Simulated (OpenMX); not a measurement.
**NbSi: changing the volume of the cell**

```
CELL_PARAMETERS angstrom
0.00000 2.57383 2.57383
2.57383 0.00000 2.57383
2.57383 2.57383 0.00000
ATOMIC_POSITIONS crystal
Nb 0.00000 0.00000 0.00000
Si 0.50000 0.50000 0.50000
```

The cell comes from a database or a generator and needn't be the stable form of this composition.

Kept alike: task band structure; functional PBE; k mesh 7 × 7 × 7; occupations fermi-dirac, width 0.05 eV; no spin polarisation. Program: OpenMX, OpenMX 2013 PBE set, Nb7.0-s3p2d2, Si7.0-s2p2d1, grid cutoff 400 Ry. The mesh is that of the run's cell of 2 atoms. No spin-orbit coupling.

| run | pressure (GPa) | free energy over the lowest row (meV/atom) |
| --- | --- | --- |
| A | 16.79 | 71.77 |
| B | -9.17 | 37.68 |
| C | 1.22 | 0.00 |
| D | -4.49 | 7.75 |
| E | 27.20 | 164.37 |
| F | 8.26 | 19.46 |

Pressure is positive in compression. The cell shown is the unstrained one; x, y and z are its Cartesian axes; atoms keep their fractions. For a metal such a mesh leaves the last digits unconverged.

**Question.** The runs differ in the volume of the cell alone: 0.88; 0.92; 0.96; 1; 1.04; 1.08 times the cell shown. Which run is which?

**Answer.** Run A is 0.92 times the cell shown; run B is 1.08 times the cell shown; run C is 1 times the cell shown; run D is 1.04 times the cell shown; run E is 0.88 times the cell shown; run F is 0.96 times the cell shown. The pressure falls from 27.20 to -9.17 GPa between 0.88 and 1.08 times the cell shown. The free energy is lowest at 1, and 164.37 meV an atom higher at 0.88.

The pressure changes sign between 1 and 1.04 times the cell shown, so the equilibrium volume lies slightly above the unstrained one, even though that row has the lowest free energy of those sampled. The response is clearly anharmonic: compression to 0.92 costs 71.77 meV an atom, expansion to 1.08 only 37.68, and each equal step in volume changes the pressure less as the cell grows.

This is the usual asymmetry of a binding curve. Squeezing the rocksalt-type lattice shortens every Nb–Si contact together, and the kinetic-energy cost of overlapping, mutually orthogonal electron clouds rises steeply. On expansion that repulsion fades quickly, while the attraction from Nb d–Si p hybridisation and metallic bonding weakens more gradually. The lattice therefore softens as it is stretched, probably with little change in the character of the bonding over this range.

The curve shows resistance to uniform volume change, but leaves open whether the lattice would withstand shear or internal displacements of the atoms.
